Q: I compared the two spins of ferromagnetic PtSe at point 2, rows 3 and 4. Up is the majority spin, so exchange should put the down levels higher. Yet in the column level under 2 the down level lies more than 1 eV below the up level. What has gone wrong?

GPAW 26.7.0, PBEsol+U (U = 7 eV on Pt d), PAW, collinear spins without spin-orbit coupling, for PtSe (F-43m); plane-wave cutoff 600 eV, 5×5×5 k mesh, Gaussian smearing 0.05 eV. Levels are relative to the Fermi energy. Points 1 to 4 are (0, 0, 0), (0, 0.2, −0.2), (0, 0.4, 0.4) and (0.2, −0.4, −0.2) in units of the reciprocal lattice vectors.

```
row  level point (row)  level under 4 (eV)  level under 3 (eV)  level under 2 (eV)  level under 1 (eV)  level over 1 (eV)  level over 2 (eV)  level spin
  1                  1              -5.211              -5.211              -3.870              -3.870              1.189              1.222          up
  2                  1              -3.823              -3.823              -3.351              -3.351              1.401              2.300        down
  3                  2              -3.921              -3.770              -1.623              -0.525              0.607              3.884          up
  4                  2              -3.807              -3.049              -2.913              -0.266              0.416              1.545        down
  5                  3              -3.696              -2.206              -1.006              -1.006              4.568              4.991          up
  6                  3              -2.691              -1.063              -0.040              -0.040              4.891              5.317        down
  7                  4              -3.575              -2.741              -1.531              -0.680              5.349              6.227          up
  8                  4              -2.859              -2.512              -1.134              -0.661              0.174              5.654        down
```

A: You have compared two different bands. The columns count outward from the Fermi energy, which is the zero: level under 1 is the nearest level below it, level over 1 the nearest above. If a band lies below zero for one spin and above zero for the other, every label shifts by one. You have to know how many bands are filled before you compare spins.

Q: How do I find that number?

A: Start from the atomic orbitals that the electrons of this calculation fill.

3 (Pt 5p) + 1 (Se 4s) + 3 (Se 4p) + 5 (Pt 5d) = 12 bands for each spin

2 × 12 − 22 electrons = 2 holes in each cell

ZnSe, with the same crystal structure, is a helpful simpler case. There the Se p and metal d bands are all full, and an empty s-like band lies above them. PtSe has two electrons fewer, so the top of the p–d group is partly empty. The comparison ends there, because the d levels of Zn lie deep while those of Pt mix strongly with Se p.

Q: Where in the bands do the two holes sit?

A: Look first at Γ, which is point 1, where the wave has the same phase in every cell. Tetrahedral symmetry sorts the levels there into single a1 levels, e pairs and t2 triples. The highest filled level in rows 1 and 2 occurs exactly twice, so it is an e pair. The first empty level occurs once, so it is an a1 level, the bottom of the s-like band. The next one I read as a member of the antibonding t2 triple of Pt d and Se p. This leaves nine filled bands at Γ for either spin.

Q: That makes three empty p–d levels for each spin, far more than two holes in all.

A: Only at Γ. At point 3, most of the way to the zone face at X, all twelve bands lie below zero for both spins. The top p–d band has fallen by 2.2 eV for up and 2.3 eV for down. Since the fall is almost the same for both spins, its cause must be bonding rather than magnetism.

Q: What in the bonding makes that band fall?

A: At Γ the four Pt–Se contacts of each atom add in full to the mixing of Pt d with Se p, and this pushes the antibonding t2 levels high. Toward X the phase changes from cell to cell, the contributions add less well, and the push weakens. The s-like band goes the other way. Its Pt s orbitals are in phase at Γ, which favours a low energy, and away from Γ it is also repelled by p–d bands with which it may now mix. This is the usual theory of such crystals; the levels agree with it, but they don't show the orbitals themselves.

Q: Then point 2 lies between the two extremes?

A: In its number of filled bands, yes, though it lies in another direction from Γ. That is why it misled you. In row 3 one p–d level is still empty, at 0.61 eV, and the next level up, at 3.88 eV, is already the s-like band. Eleven bands are filled. In row 4 both listed empty levels, at 0.42 and 1.55 eV, belong to the p–d group, so only ten are filled.

Now match by number, counting from the bottom. Band 11 is level under 1 in row 3 but level over 1 in row 4. It rises from −0.525 eV for up to 0.416 eV for down, a splitting of 0.94 eV, and band 12 splits by the same amount. Your strange sign has gone. With this matching, worked out for every row in the output below, the down level is the higher one at all four points.

Q: Can I understand why the splitting is about 1 eV?

A: You can get its size from the +U term. For a d orbital with occupation n in one spin, that term shifts the energy by

V = U (½ − n)

The two spins therefore differ by U times the difference of their occupations. The run has a moment of 0.66 μB on Pt. Spread evenly over five d orbitals, it gives

Δ = U × m / 5 = 7 eV × 0.66 / 5 ≈ 0.9 eV

Here m is the Pt moment in μB, which equals the number of up electrons less down electrons. No level entered this estimate, but the moment and U come from the same run, so it explains a size and doesn't test the theory. It also counts the whole Pt moment as d, which may be slightly too much.

Q: Could I then have predicted row 8 from row 7?

A: Try it. The highest filled up level at point 4 lies at −0.68 eV. Add 0.9 eV and it lands about 0.2 eV above zero; row 8 has an empty level at 0.17 eV. That is the odd low-lying empty level of the row, and its up partner is a filled one.

The same step explains why point 3 looks so different. Its highest up levels are a pair at −1.01 eV, and a lift of 0.9 eV leaves them just short of zero. Row 6 has them at −0.04 eV. So the rule is simple: an up level shallower than the splitting becomes a hole for down spin, and a deeper one stays below zero.

Q: Is that pair in row 6 really filled?

A: Only partly. It lies closer to zero than the smearing width, so it holds less than a full electron in each level. The pairing itself comes from crystal symmetry in a calculation without spin-orbit coupling. For a heavy atom like Pt that coupling is roughly tenths of an eV, enough to split the pair and perhaps carry one member across zero. I would trust the rise of about 1 eV, but not the side of zero on which this pair ends.

Q: Does one shift of 0.9 eV work for all the bands?

A: No. For bands 11 and 12 it is good to within 0.2 eV at all four points, which is better than so crude an argument deserves. It ignores the exchange in the functional itself, which adds to the splitting, and the Se share of each band, which reduces the effect of U. Band 10 at point 4 splits by 1.6 eV, far more than the estimate; the same band number doesn't ensure the same mix of orbitals for both spins, so part of this may be a change of character. The s-like levels at points 3 and 4 split by only about 0.3 eV, as suits states with little d character.

The most telling failure is at Γ. The e pair cannot mix with Se p there, so it is nearly pure Pt d, and you might think that it would feel U most. Yet it splits by only 0.5 eV, while the bonding and antibonding t2 levels split by 1.4 and 1.1 eV. The natural reading is that the moment isn't spread evenly: it sits mostly in the t2 orbitals, where the holes are. The e orbitals are almost equally full for both spins, so the +U term hardly separates them.

Q: Row 7 has nothing between −0.68 and 5.35 eV. Is the up spin a semiconductor, then?

A: No, that separation exists at this one point. The top p–d band is empty at Γ and filled at point 3, so it must cross the Fermi energy in between. This is true of both spins. The cell has about 0.5 holes in the up bands and 1.5 in the down bands, and the difference of one is the moment of the cell.

Q: So it is U that makes PtSe magnetic?

A: That is a step further than these levels reach. They show how a moment, once present, spreads the bands apart. A U of 7 eV is large for Pt 5d, and the cell is stretched, which narrows the bands; both favour a moment. Whether it would survive without them is untested here, and on so coarse a mesh even its size is approximate. A magnetic +U run also tends to keep the state that its start led to, and only one start is shown here. To separate the causes, you would repeat the run with U set to zero in the same cell, and then with the cell relaxed.

Output of the analysis:

```
Bands matched by index, eV from the Fermi energy:
  row  filled bands  band 9  band 10  band 11  band 12
    1             9   -3.87    1.189    1.222    1.222
    2             9  -3.351    1.401      2.3      2.3
    3            11   -3.77   -1.623   -0.525    0.607
    4            10  -2.913   -0.266    0.416    1.545
    5            12  -3.696   -2.206   -1.006   -1.006
    6            12  -2.691   -1.063    -0.04    -0.04
    7            12  -3.575   -2.741   -1.531    -0.68
    8            11  -2.512   -1.134   -0.661    0.174
Band 12, down less up, points 1 to 4, eV: 2 1.078, 4 0.938, 6 0.966, 8 0.854
Band 11, down less up, points 1 to 4, eV: 2 1.078, 4 0.941, 6 0.966, 8 0.87
Band 10, down less up, points 1 to 4, eV: 2 0.212, 4 1.357, 6 1.143, 8 1.607
Band 9, down less up, points 1 to 4, eV: 2 0.519, 4 0.857, 6 1.005, 8 1.063
Bonding t2 at Gamma, down less up, eV: 1.388
Bonding plus antibonding t2 splitting at Gamma, eV: 2.466
High empty level (band 13) at point 3, down less up, eV: 0.323
High empty level (band 13) at point 4, down less up, eV: 0.305
Unmatched column level under 2 at point 2, down less up, eV: -1.29
Fall of band 12 from Gamma to point 3, up, eV: 2.228
Fall of band 12 from Gamma to point 3, down, eV: 2.34
Rise of first empty level from Gamma to point 3, up, eV: 3.379
Second less first empty level at Gamma, up then down, eV: 1 0.033, 2 0.899
Local separation across the Fermi energy in row 7, eV: 6.029
Holes per cell in twelve up bands: 0.4727
Holes per cell in twelve down bands: 1.527
Order of the +U spin splitting, U times Pt moment over five d orbitals, eV: 0.9218
```
